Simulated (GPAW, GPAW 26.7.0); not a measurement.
# Co 2p binding energy of hcp cobalt: core-hole calculations with semilocal functionals fall more than 2 eV short

## Reference data

The reference is a photoemission value for metallic cobalt, taken from a handbook table: "Electron binding energies" (2001, X-Ray Data Booklet, Lawrence Berkeley National Laboratory, Table 1-1; from Fuggle and Martensson, J. Electron Spectrosc. Relat. Phenom. 21, 275 (1980)). The tabulated quantity is the Co 2p3/2 line at 778.1 eV below the Fermi level. For comparison with a calculation that does not split the core level, it was moved by 5.03 eV to the multiplicity-weighted centre of the doublet, 783.13 eV, with the splitting from the same source. Sample and temperature are not given with the value. The peak is that of a screened final state, and the line of a ferromagnetic metal is asymmetric and broadened by exchange, so its maximum need not coincide with the centroid of the 2p emission.

| compared with | measured | source's wording or label | method |
| --- | --- | --- | --- |
| Co 2p (eV) | 783.13 | formed from the printed 778.1 eV (Co 2p3/2 of the metal against the Fermi level) | photoemission, handbook table |

Conditions are those given with the value in the passage it was taken from; "not stated" means there, and the paper may say more elsewhere. The values are a selection: others may have been left out beforehand as unlike or outlying.

## Method

The aim is the absolute Co 2p binding energy of hexagonal cobalt, referred to the Fermi level, within 0.3 eV of the reference. Chemical shifts of transition-metal core lines are commonly of the order of an electronvolt, so an absolute error of 0.3 eV would still leave a calculated level useful for assigning a line. This is a demanding target for semilocal functionals, whose absolute core levels are typically wrong by an electronvolt or more.

The binding energy is calculated as the difference in total energy between a cell with a 2p hole, its electron added to the valence, and the same cell without the hole. This includes the metallic screening that a ground-state eigenvalue omits. The model is the ferromagnetic crystal at the measured cell, with two spin channels and the hole in one of them.

Work starts with PBE in a 16-atom cell. The primitive cell is passed over as a starting point because it would put a hole in every second atom, with neighbouring holes only 2.5 Å apart, and the added electron would noticeably change the filling of the d band. The k-point mesh and the distance between holes are then examined at the PBE level, and a neighbouring functional is set beside it for scale.

System: Co (Cobalt); space group P6_3/mmc, 2 atoms in the base cell, measured (COD) cell, parallel start moments.

On the selection of runs and values: Besides any runs that a report passes over, these were set aside when the results were gathered: 1 cell relaxed under the stress of an incomplete basis; 4 planned but not run to their end in the time given.

## 1. PBE with well-separated core holes

The 16-atom cell keeps the holes 6.0 Å apart, far enough for the d and s electrons of the metal to screen most of each hole within its own surroundings. PBE is a sound general choice for the ferromagnetic 3d metals. The remaining error is expected to come mainly from the functional's description of the core, on the scale of an electronvolt.

**Run 1.** GPAW 26.7.0: PBE; 16-atom cell, holes 6.0 A apart; electron kept in the cell (mesh 8x8x8, cutoff 420 eV, 16 atoms).

Key lines of the input:
```
atoms = Atoms(['Co', 'Co', 'Co', 'Co', 'Co', 'Co', 'Co', 'Co', 'Co', 'Co', 'Co', 'Co', 'Co', 'Co', 'Co', 'Co'],
              cell=[[3.76065, -2.171212, -4.0686], [2.5071, 4.342425, -4.0686], [3.76065, -2.171212, 4.0686]],
              scaled_positions=[[0.666667, 0.25, 0.166667], [0.166667, 0.25, 0.666667], [0.791667, 0.5, 0.541667], ...],
              pbc=(True, True, True),
              magmoms=[2.0, 2.0, 2.0, 2.0, 2.0, 2.0, 2.0, 2.0, 2.0, 2.0, 2.0, 2.0, 2.0, 2.0, 2.0, 2.0])
params = dict(mode=PW(420),
              xc='PBE',
              kpts={'size': (8, 8, 8), 'gamma': True},
              occupations=FermiDirac(0.08),
              nbands=-12,
              maxiter=200,
              txt='gs.txt',
              mixer=MixerDif(0.05, 8, 80))
hole.calc = GPAW(**{**params, 'charge': -1, 'txt': f'hole{i}.txt', 'setups': {**params.get('setups', {}), i: 'hole' + params.get('setups', {}).get(atoms[i].symbol, '')}})
out['levels'][i] = hole.get_potential_energy(force_consistent=True) + hole.calc.get_reference_energy() - e0
```

Command:
```
gpaw-setup -f PBE Co > setup.log
gpaw-setup -f PBE --core-hole=2p,1.0 --name=hole Co > setup.log
OMP_NUM_THREADS=1 mpirun -n 4 gpaw python run.py > run.log
```

Selected lines of the output:
```
Converged in 15 steps
Free energy:    -128.510831
[energy with the hole less without, eV] Co 1 2p: 780.710
```

Converged; 75 min on 4 cores of Arm Neoverse V2, shared host.

| quantity | run 1 | measured | deviation |
| --- | --- | --- | --- |
| Co 2p (eV) | 780.71 | 783.13 | −2.42 |
| volume an atom (Å³) | 11.07 |  |  |

PBE places the Co 2p level at 780.71 eV, 2.42 eV below the reference and about eight times the target away from it. The error is larger than the electronvolt or so expected for the functional. The self-consistent cycle converged, but that says nothing about the k-point mesh, the plane-wave cutoff or the interaction between repeated holes, each of which enters the difference between the two total energies.

## 2. Mesh, cutoff and hole distance

Three PBE runs each change one part of the numerical model: a coarser k-point mesh, a lower cutoff, and the primitive cell with its much closer holes. The first two show how sensitive the level is to sampling and basis, although only from the looser side. The primitive cell serves here as a deliberately severe test of hole interaction and band filling. Mesh and cutoff are expected to matter by far less than the miss, the hole distance by more than either.

**Run 2.** GPAW 26.7.0: PBE, another k-point mesh; 16-atom cell, holes 6.0 A apart; electron kept in the cell (mesh 4x4x4, cutoff 420 eV, 16 atoms).

Key lines of the input, as changed from run 1:
```diff
  params = dict(mode=PW(420),
-               kpts={'size': (8, 8, 8), 'gamma': True},
+               kpts={'size': (4, 4, 4), 'gamma': True},
```

Selected lines of the output:
```
Free energy:    -128.463971
[energy with the hole less without, eV] Co 1 2p: 780.710
```

Converged; 13 min on 4 cores of Intel Xeon at 2.70GHz, shared host.

**Run 3.** GPAW 26.7.0: PBE, cutoff at 70 % of the usual; 16-atom cell, holes 6.0 A apart; electron kept in the cell (mesh 8x8x8, cutoff 294 eV, 16 atoms).

Key lines of the input, as changed from run 1:
```diff
- params = dict(mode=PW(420),
+ params = dict(mode=PW(294),
```

Selected lines of the output:
```
[energy with the hole less without, eV] Co 1 2p: 780.767
```

Converged; 43 min on 4 cores of Arm Neoverse V2, shared host.

**Run 4.** GPAW 26.7.0: PBE; 2-atom cell, holes 2.5 A apart; electron kept in the cell (mesh 18x18x8, cutoff 420 eV, 2 atoms).

Key lines of the input:
```
atoms = Atoms(['Co', 'Co'],
              cell=[[2.5071, 0.0, 0.0], [-1.25355, 2.171212, 0.0], [0.0, 0.0, 4.0686]],
              scaled_positions=[[0.333333, 0.666667, 0.25], [0.666667, 0.333333, 0.75]],
              pbc=(True, True, True),
              magmoms=[2.0, 2.0])
params = dict(mode=PW(420),
              xc='PBE',
              kpts={'size': (18, 18, 8), 'gamma': True},
              occupations=FermiDirac(0.08),
              nbands=-8,
              maxiter=200,
              txt='gs.txt',
              mixer=MixerDif(0.05, 8, 80))
hole.calc = GPAW(**{**params, 'charge': -1, 'txt': f'hole{i}.txt', 'setups': {**params.get('setups', {}), i: 'hole' + params.get('setups', {}).get(atoms[i].symbol, '')}})
out['levels'][i] = hole.get_potential_energy(force_consistent=True) + hole.calc.get_reference_energy() - e0
```

Selected lines of the output:
```
[energy with the hole less without, eV] Co 1 2p: 780.703
```

Converged; 13 min on 4 cores of Arm Neoverse N1, shared host.

| quantity | run 2 | run 3 | run 4 | measured |
| --- | --- | --- | --- | --- |
| Co 2p (eV) | 780.71 | 780.77 | 780.70 | 783.13 |
| volume an atom (Å³) | 11.07 | 11.07 | 11.07 |  |

None of the three changes comes near the size of the miss. The coarser mesh leaves the level unchanged at the printed precision, although the free energy of the cell without the hole moves by about 0.05 eV; that shift cancels in the difference. The lower cutoff raises the level by about 0.06 eV.

Bringing the holes from 6.0 to 2.5 Å apart lowers it by only 0.007 eV, less than the cutoff does, contrary to the order expected. Hole interaction and band filling may partly compensate each other here, so the small change does not establish the limit of an isolated hole. It does make the hole distance an unlikely source of an error of 2.42 eV, and attention turns to the functional.

## 3. RPBE in the same cell

RPBE differs from PBE in its exchange part, where it enhances the gradient contribution more strongly. Gradients are steep in the core, so the level should respond, probably upwards. With cell, mesh and cutoff kept as in the first PBE run, the shift gives a scale for the dependence on the functional. It is expected to reduce the miss without removing it.

**Run 5.** GPAW 26.7.0: RPBE; 16-atom cell, holes 6.0 A apart; electron kept in the cell (mesh 8x8x8, cutoff 420 eV, 16 atoms).

Key lines of the input, as changed from run 1:
```diff
  params = dict(mode=PW(420),
-               xc='PBE',
+               xc='RPBE',
```

Command:
```
gpaw-setup -f RPBE Co > setup.log
gpaw-setup -f RPBE --core-hole=2p,1.0 --name=hole Co > setup.log
OMP_NUM_THREADS=1 mpirun -n 4 gpaw python run.py > run.log
```

Selected lines of the output:
```
[energy with the hole less without, eV] Co 1 2p: 780.629
```

Converged; 2.2 h on 4 cores of Intel Xeon at 2.50GHz (Skylake/Cascade Lake), shared host.

| quantity | run 5 | measured | deviation |
| --- | --- | --- | --- |
| Co 2p (eV) | 780.63 | 783.13 | −2.50 |
| volume an atom (Å³) | 11.07 |  |  |

RPBE gives 780.63 eV, about 0.08 eV below PBE, so the level moves in the opposite direction to the one anticipated and the miss grows slightly to 2.50 eV. The expectation rested on the wrong measure. The enhancement depends on the reduced gradient, which is small where the density is high, and there PBE and RPBE exchange agree to leading order. A small shift of either sign is therefore plausible.

The shift is small beside the deviation from experiment, but it doesn't measure the error of the functional. PBE and RPBE share the same correlation and closely related semilocal exchange, and an error common to both cancels when they are compared. Their agreement therefore leaves a shared error in the description of the 2p hole as a possible source of the miss.

## Comparison with experiment

| run | settings | Co 2p (eV) | deviation | cost |
| --- | --- | --- | --- | --- |
| 1 | PBE, 16-atom cell, holes 6.0 A apart, electron kept in the cell (mesh 8x8x8, cutoff 420 eV, 16 atoms) | 780.71 | −2.42 | 5 core-h |
| 2 | PBE, another k-point mesh, 16-atom cell, holes 6.0 A apart, electron kept in the cell (mesh 4x4x4, cutoff 420 eV, 16 atoms) | 780.71 | −2.42 | 54 core-min |
| 3 | PBE, cutoff at 70 % of the usual, 16-atom cell, holes 6.0 A apart, electron kept in the cell (mesh 8x8x8, cutoff 294 eV, 16 atoms) | 780.77 | −2.36 | 2.9 core-h |
| 4 | PBE, 2-atom cell, holes 2.5 A apart, electron kept in the cell (mesh 18x18x8, cutoff 420 eV, 2 atoms) | 780.70 | −2.43 | 52 core-min |
| 5 | RPBE, 16-atom cell, holes 6.0 A apart, electron kept in the cell (mesh 8x8x8, cutoff 420 eV, 16 atoms) | 780.63 | −2.50 | 9 core-h |
|  | measured | 783.13 |  |  |

Further runs on the same system, made beside this series (convergence steps with loose settings among them):

| further | settings | Co 2p (eV) | deviation | cost |
| --- | --- | --- | --- | --- |
| F1 | PBEsol, 16-atom cell, holes 6.0 A apart, electron kept in the cell (mesh 8x8x8, cutoff 420 eV, 16 atoms) | 780.22 | −2.91 | 4.6 core-h |
| F2 | LDA, 2-atom cell, holes 2.5 A apart, electron kept in the cell (mesh 18x18x8, cutoff 420 eV, 2 atoms) | 780.02 | −3.11 | 39 core-min |
|  | measured | 783.13 |  |  |

## Discussion

The calculation misses the target clearly. PBE in the 16-atom cell, at about 5 core-hours, puts the Co 2p level at 780.71 eV, 2.42 eV below the reference and far outside the 0.3 eV allowed. Handbook levels for one line differ by a few tenths of an electronvolt, too little to account for this.

The numerical checks were useful mainly for what they made unlikely: mesh, cutoff and hole distance each moved the PBE level by less than a tenth of an electronvolt. The limits of a denser mesh, a higher cutoff and an isolated hole are not shown in this report, nor are the effects of the smearing width and of the spin channel that holds the hole.

RPBE alone gave too narrow a picture of the dependence on the functional. PBEsol lies about 0.5 eV below PBE in the same cell, and LDA about 0.7 eV below it in the primitive cell. All four functionals therefore err in the same direction, by 2.4 to 3.1 eV. A shared semilocal error in the energy of the localised 2p hole is the likely main cause; such errors tend to grow for deep levels, so a miss beyond the electronvolt first expected is plausible, but this is an argument, and a separate test of it is not shown in this report. The scalar-relativistic core may contribute as well, since its level need not coincide with the weighted centre of the measured doublet; the sign and size of that part are not shown in this report. The asymmetry of the metal's line is no reason to move the reference to the centroid, which lies at higher binding energy than the peak: the calculated difference is that of a fully screened final state and belongs with the main line, not with its tail.

An all-electron core-hole calculation with a fully relativistic core would help to separate the relativistic part from the functional's error. As it stands, the absolute level is not accurate enough to assign a line.

[Logs are printed without paths, hosts, clocks, repeated set-up lines and the standing remarks that a program may print on its own settings, such as how far it seeks lower states.]

[The runs shown are a pick from a larger set of finished runs; failed, doubtful and other runs were left out of it ahead of writing. So were measured values far from every level or from commonly accepted values, and agreement can look better than it is. Lines of input and output are excerpts and may be shortened.]
